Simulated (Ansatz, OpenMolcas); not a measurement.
## How methods differ on C2H7AlO (SMILES C[CH2][AlH][OH])

C2H7AlO has 11 atoms, charge 0, and is taken as a singlet. SMILES: `C[CH2][AlH][OH]`. The coordinates come from a PBE0-D4/def2-TZVP relaxation. This is one conformer, not always the lowest.

Each level gives the HOMO–LUMO gap (eV). The values are calculated.

```csv
level,kind,program,value (eV),CPU time
revPBE/6-31G* (spherical functions),GGA,OpenMolcas,5.05,50 s
M06-L/6-31G* (spherical functions),meta-GGA,OpenMolcas,5.78,62 s
TPSS/6-31G* (spherical functions),meta-GGA,OpenMolcas,5.31,65 s
r2SCAN/6-31G* (spherical functions),meta-GGA,OpenMolcas,5.67,63 s
B3LYP/6-31G* (spherical functions),global hybrid,Ansatz,6.63,6.1 s
r2SCAN0/6-31G* (spherical functions),hybrid meta-GGA,Ansatz,7.51,11 s
wB97X/6-31G* (spherical functions),range-separated hybrid,Ansatz,11.42,24 s
B2PLYP/6-31G* (spherical functions),double hybrid,Ansatz,9.24,8.5 s
```

The values span 5.05 to 11.42 eV. Orbital gaps aren't excitation energies, and those of double hybrids come from the SCF part alone; they tend to grow with the share of exact exchange. CPU times are rough (shared hosts, several kinds of processor and program).

The gap of this one molecule more than doubles between revPBE (5.05 eV) and wB97X (11.42 eV), so the spread reflects the treatment of exchange rather than any change in bonding. The cleanest comparison is r2SCAN with r2SCAN0, where the gap rises from 5.67 to 7.51 eV, probably because nonlocal exchange lowers the occupied levels while leaving the empty ones without the same stabilisation. That wB97X also exceeds B2PLYP suggests that the long-range part of exchange matters as well as its overall share.

Chemically, a three-coordinate aluminium centre has a formally empty 3p orbital, which makes it a Lewis acid. The LUMO is therefore probably centred there and pushed up somewhat by donation from the oxygen lone pair, while the HOMO likely draws on Al–C and Al–H bonding or oxygen lone-pair character. All levels agree on a wide gap, but without diffuse functions in the basis, the numbers don't establish whether the molecule can bind an extra electron.
